**Problem: predicting three NMR shielding calculations on one anion**

The anion HO–BH(Cl)–CH₂Cl⁻ was computed at one fixed geometry, with many density functionals in one basis and with PBE0 in many bases. σ is the isotropic shielding in ppm. O1 is the hydroxyl oxygen, B2 the boron, C4 the carbon, and H8 one of the two inequivalent CH₂ protons. The exact-exchange column gives the share of Hartree–Fock (HF) exchange at long range.

Isotropic GIAO NMR shieldings σ of the anion CH4BCl2O⁻, SMILES O[B@@H-](Cl)CCl, computed with PySCF 2.14.0 with the functional (or HF) and basis of each row, non-relativistic, with density fitting, in the gas phase. The geometry is PBE0-D3(BJ)/def2-SVP throughout. Atoms are numbered from 1 in SMILES order, hydrogens after the heavy atoms.

| functional | basis | exact exchange, long range (%) | σ O1 (ppm) | σ B2 (ppm) | σ C4 (ppm) | σ H8 (ppm) |
| --- | --- | --- | --- | --- | --- | --- |
| B97-D | pcSseg-2 | 0 | 250.0 | 92.3 | 123.6 | 28.36 |
| BLYP | pcSseg-2 | 0 | 242.2 | 86.9 | 118.1 | 28.31 |
| BP86 | pcSseg-2 | 0 | 246.0 | 90.4 | 124.2 | 28.21 |
| KT2 | pcSseg-2 | 0 | 244.1 | 94.9 | 129.3 | 28.18 |
| KT3 | pcSseg-2 | 0 | 248.3 | 95.0 | 127.9 | 28.39 |
| LDA | pcSseg-2 | 0 | 245.3 | 88.2 | 124.7 | 27.68 |
| OPBE | pcSseg-2 | 0 | 255.3 | 95.9 | 131.9 | 28.26 |
| PBE | pcSseg-2 | 0 | 245.8 | 90.0 | 124.4 | 28.16 |
| B3LYP | pcSseg-2 | 20 | 251.3 | 92.0 | 122.3 | 28.40 |
| B97-2 | pcSseg-2 | 21 | 257.6 | 96.6 | 128.6 | 28.43 |
| mPW1PW91 | pcSseg-2 | 25 | 256.9 | 95.8 | 128.4 | 28.38 |
| BHandHLYP | pcSseg-2 | 50 | 261.9 | 98.7 | 127.8 | 28.55 |
| CAM-B3LYP | pcSseg-2 | 65 | 258.1 | 94.4 | 126.2 | 28.41 |
| HF | pcSseg-2 | 100 | 276.1 | 109.2 | 137.2 | 28.88 |
| LC-wPBE | pcSseg-2 | 100 | 269.2 | 98.4 | 135.0 | 28.54 |
| wB97X-D | pcSseg-2 | 100 | 259.6 | 97.3 | 129.1 | 28.48 |
| WP04 | pcSseg-2 | n/a | 252.3 | 88.0 | 113.0 | 28.73 |
| PBE0 | 6-311+G(2d,p) | 25 | 256.9 | 100.7 | 133.3 | 28.54 |
| PBE0 | 6-31G | 25 | 258.7 | 112.8 | 147.4 | 29.96 |
| PBE0 | 6-31G(d) | 25 | 268.2 | 110.2 | 144.7 | 29.48 |
| PBE0 | IGLO-III | 25 | 256.0 | 96.9 | 130.1 | 28.46 |
| PBE0 | STO-3G | 25 | 342.1 | 125.2 | 187.4 | 30.97 |
| PBE0 | aug-cc-pVDZ | 25 | 267.5 | 107.7 | 142.0 | 28.28 |
| PBE0 | cc-pVDZ | 25 | 277.1 | 110.7 | 143.4 | 28.72 |
| PBE0 | cc-pVTZ | 25 | 261.7 | 100.6 | 134.3 | 28.38 |
| PBE0 | def2-SVP | 25 | 279.6 | 109.0 | 143.3 | 28.90 |
| PBE0 | def2-TZVP | 25 | ? | ? | ? | ? |
| PBE0 | pcSseg-0 | 25 | ? | ? | ? | ? |
| PBE0 | pcSseg-2 | 25 | ? | ? | ? | ? |

**(a) Predict PBE0/pcSseg-2 from the other functionals in that basis.**

*Solution.* A magnetic field makes the electrons circulate, and the undisturbed cloud shields the nucleus: the diamagnetic part. The field also mixes empty p-like orbitals into filled ones, and the resulting current deshields: the paramagnetic part. By the standard argument this part grows when excitations are cheap and when the p orbitals are dense near the nucleus, roughly as −⟨r⁻³⟩/ΔE, with r the electron–nucleus distance and ΔE a typical excitation energy. Exact exchange makes the electrons harder to excite, so σ should rise with it.

The numbers agree for O1, B2 and C4, which all rise along BLYP, B3LYP, BHandHLYP and HF, though HF also lacks the correlation functional. The same runs split σ O1 into its parts: from BLYP to HF the diamagnetic part moves by 2.3 ppm and the paramagnetic part by 31.6 ppm. The HOMO–LUMO gap is a poor stand-in for ΔE, since 1/gap scaling would give 82.8 ppm. Theory expects such an overshoot: exact exchange widens the gap, here by lowering the HOMO even more than by raising the LUMO, and the coupled response to the field returns much of that widening through the attraction of electron and hole. The LUMO of this anion is also unbound in every row, so its energy hangs on the basis and it need not be the orbital that the field mixes in.

A rule free of gaps treats a hybrid with exchange share a as a linear mixture:

σ(a) = σ(GGA) + a·[σ(HF) − σ(GGA)]

It needs the right parent functional, because the rows without exact exchange already spread over 13.8 ppm in C4, more than the 9.7 ppm from BLYP to BHandHLYP. It also needs a global share: LC-wPBE and wB97X-D carry 100 % only at long range and lie 2.2 to 16.5 ppm below HF for O1, B2 and C4. Tested with BLYP as parent on B3LYP and BHandHLYP, the rule is low by 2.3 and 2.8 ppm for O1 and by under 1 ppm for B2 and C4. The mean of these two residuals is the only fitted quantity.

For C4, with PBE as parent and a = 0.25:

124.4 + 0.25 × (137.2 − 124.4) = 127.6, plus the mean residual (0.38 + 0.15)/2, gives 127.9

A second estimate is mPW1PW91, a similar hybrid with the same share, at 128.4. The forecast is the mean of the two. Its bar is the larger of their difference and the worst residual of the test.

- pcSseg-2 (O1, B2, C4, H8): 256.4 ± 2.8, 95.6 ± 0.7, 128.1 ± 0.5, 28.34 ± 0.07, with B2, C4 and H8 slightly below IGLO-III.

**(b) Predict PBE0 in def2-TZVP and in pcSseg-0 from the other bases.**

*Solution.* A small basis restricts how far the valence orbitals can deform in the field and describes the p density close to the nucleus poorly. Both faults shrink the deshielding current, so theory argues that heavy atoms come out too shielded. Every other known basis does give O1, B2 and C4 above IGLO-III, which serves here as a yardstick and need not be the limit. The split into two parts cannot confirm the cause, because it is not unique and shifts strongly with the basis.

Boron and carbon share the error almost equally. Double-zeta bases put both 11 to 17 ppm above the yardstick and the two triple-zeta ones 3 to 4 ppm, so σ C4 − σ B2 stays at 33.7 ± 0.8. STO-3G is the exception at 62.2; it is the one known row whose highest orbital is unbound, and it is kept out of the rules.

Oxygen and hydrogen follow other needs. Adding diffuse functions to cc-pVDZ lowers O1 by 9.6 ppm and C4 by only 1.4 ppm, a single pair that fits an anion with lone pairs on oxygen. 6-31G lands within 2.7 ppm of IGLO-III for O1 while its B2 and C4 are far off, so that agreement is no convergence. For H8 the bases without p functions on hydrogen (STO-3G, 6-31G, 6-31G(d)) are the most shielded.

The forecast therefore goes by class. def2-TZVP gets the mean of 6-311+G(2d,p), IGLO-III and cc-pVTZ, with a bar of √(4/3) standard deviations, from three points only. pcSseg-0 is an unpolarised split-valence basis, and 6-31G is its single analogue; the bar is the larger of half the distance to IGLO-III and the widest deviation among 6-31G(d), def2-SVP and cc-pVDZ. This is the weakest forecast, because p functions tuned for shieldings could pull it down, which is a guess.

- def2-TZVP: 258.2 ± 3.5, 99.4 ± 2.5, 132.6 ± 2.5, 28.46 ± 0.09, with B2 and C4 above pcSseg-2 and well below def2-SVP, and C4 − B2 at 33.7 ± 0.8.
- pcSseg-0: 259 ± 21, 112.8 ± 8, 147.4 ± 8.7, 29.96 ± 1.24, with B2, C4 and H8 too shielded, H8 above def2-SVP and no firm direction for O1; the C4 − B2 rule is less safe here.

**(c) Compare with the computed rows and account for the misses.**

The withheld rows as computed:

| functional | basis | exact exchange, long range (%) | σ O1 (ppm) | σ B2 (ppm) | σ C4 (ppm) | σ H8 (ppm) |
| --- | --- | --- | --- | --- | --- | --- |
| PBE0 | def2-TZVP | 25 | 261.6 | 99.9 | 134.1 | 28.58 |
| PBE0 | pcSseg-0 | 25 | 266.9 | 102.0 | 138.0 | 30.27 |
| PBE0 | pcSseg-2 | 25 | 256.7 | 95.9 | 129.2 | 28.32 |

*Solution.* Eight of the twelve values fall inside their bars, and every stated ordering holds; none of the three rows entered a fit, and the output after this text lists each miss. In pcSseg-2, O1 and B2 are met to 0.3 ppm and H8 to 0.02 ppm. C4 is 1.1 ppm above its forecast, twice the bar. The two estimates agreed closely, yet both were low, so their difference understated the error.

The table offers a reason for the mixing estimate, seen only afterwards. Mixing towards HF dilutes the correlation functional along with the exchange, whereas PBE0 keeps its correlation whole. BLYP and BP86 share their exchange and differ in correlation, yet their C4 values differ by 6.1 ppm, with PBE beside BP86. If LYP itself hardly shifts C4, as the near-zero residuals of its test suggest but do not prove, that whole difference belongs to P86. A quarter of it is 1.5 ppm, close to the shortfall of the uncorrected rule, 129.2 − 127.6. The argument also lets P86 stand in for PBE correlation and does not explain why mPW1PW91 was low too.

def2-TZVP behaves as a member of its class, near cc-pVTZ for the heavy atoms, and its C4 − B2 of 34.2 is inside the range. O1 uses nearly the whole bar. H8 is 0.12 ppm high against a bar of 0.09, which is no surprise for a bar of about one standard deviation taken from three points.

pcSseg-0 misses on B2 by −10.8 ppm and on C4 by −9.4 ppm, both outside wide bars, and C4 − B2 rises to 36.0. For these two nuclei it is closer to IGLO-III than any other double-zeta row, polarised ones included. Its H8 of 30.27 is inside the bar and high, as in the other bases without p functions on hydrogen; why it exceeds even 6-31G is left open. The guess that tuned p functions pull the shielding down thus fits boron and carbon only: O1 lies 8.2 ppm above 6-31G, inside its wide bar. No row removes those functions, so the cause is untested.

All of this concerns one calculation predicting another, for one conformer without vibration; spin–orbit coupling from chlorine, neglected throughout, acts on B2 and C4 in a real spectrum. Within that frame, the correction taken from the LYP hybrids brought the PBE mixing rule closer for O1 and B2 but hardly helped C4, and pcSseg-0 shows that the size class of a basis alone does not fix its error.

Printed output of the fit:

```
ppm; table rounding +-0.05 (O, B, C), +-0.005 (H)
                                              O1      B2      C4      H8
spread of the 0 % functionals              13.10    9.00   13.80    0.71
HF - BLYP                                  33.90   22.30   19.10    0.57
BHandHLYP - BLYP                           19.70   11.80    9.70    0.24
B3LYP - linear mixing                      +2.32   +0.64   +0.38   -0.02
BHandHLYP - linear mixing                  +2.75   +0.65   +0.15   -0.04
LC-wPBE - HF (both labelled 100 %)         -6.90  -10.80   -2.20   -0.34
wB97X-D - HF (both labelled 100 %)        -16.50  -11.90   -8.10   -0.40
columns: BLYP, B3LYP, BHandHLYP, HF
HOMO-LUMO gap, eV                           5.08    6.76    9.06   12.62
O1 diamagnetic change from BLYP             0.00    0.72    1.44    2.28
O1 paramagnetic change from BLYP            0.00    8.38   18.31   31.58
same, if it scaled as 1/gap                 0.00   34.39   60.83   82.83
basis minus IGLO-III (O1, B2, C4, H8), then C4 - B2
STO-3G                                     86.10   28.30   57.30    2.51   62.20
6-31G                                       2.70   15.90   17.30    1.50   34.60
6-31G(d)                                   12.20   13.30   14.60    1.02   34.50
def2-SVP                                   23.60   12.10   13.20    0.44   34.30
cc-pVDZ                                    21.10   13.80   13.30    0.26   32.70
aug-cc-pVDZ                                11.50   10.80   11.90   -0.18   34.30
cc-pVTZ                                     5.70    3.70    4.20   -0.08   33.70
6-311+G(2d,p)                               0.90    3.80    3.20    0.08   32.60
C4 - B2 without STO-3G: mean 33.74, sd 0.81 ppm
aug-cc-pVDZ - cc-pVDZ                      -9.60   -3.00   -1.40   -0.44
cc-pVTZ - cc-pVDZ                         -15.40  -10.10   -9.10   -0.34
PBE + 0.25 (HF - PBE)                     253.38   94.80  127.60   28.34
plus mean residual                        255.91   95.44  127.86   28.31
def2-TZVP predicted                       258.20   99.40  132.57   28.46
   error bar                                3.54    2.50    2.53    0.09
   computed; then C4 - B2                 261.60   99.90  134.10   28.58   34.20
   computed - predicted                    +3.40   +0.50   +1.53   +0.12
   miss / error bar                         0.96    0.20    0.61    1.30
pcSseg-0 predicted                        258.70  112.80  147.40   29.96
   error bar                               20.90    7.95    8.65    1.24
   computed; then C4 - B2                 266.90  102.00  138.00   30.27   36.00
   computed - predicted                    +8.20  -10.80   -9.40   +0.31
   miss / error bar                         0.39    1.36    1.09    0.25
pcSseg-2 predicted                        256.40   95.62  128.13   28.34
   error bar                                2.75    0.65    0.54    0.07
   computed; then C4 - B2                 256.70   95.90  129.20   28.32   33.30
   computed - predicted                    +0.30   +0.28   +1.07   -0.02
   miss / error bar                         0.11    0.43    2.00    0.31
```
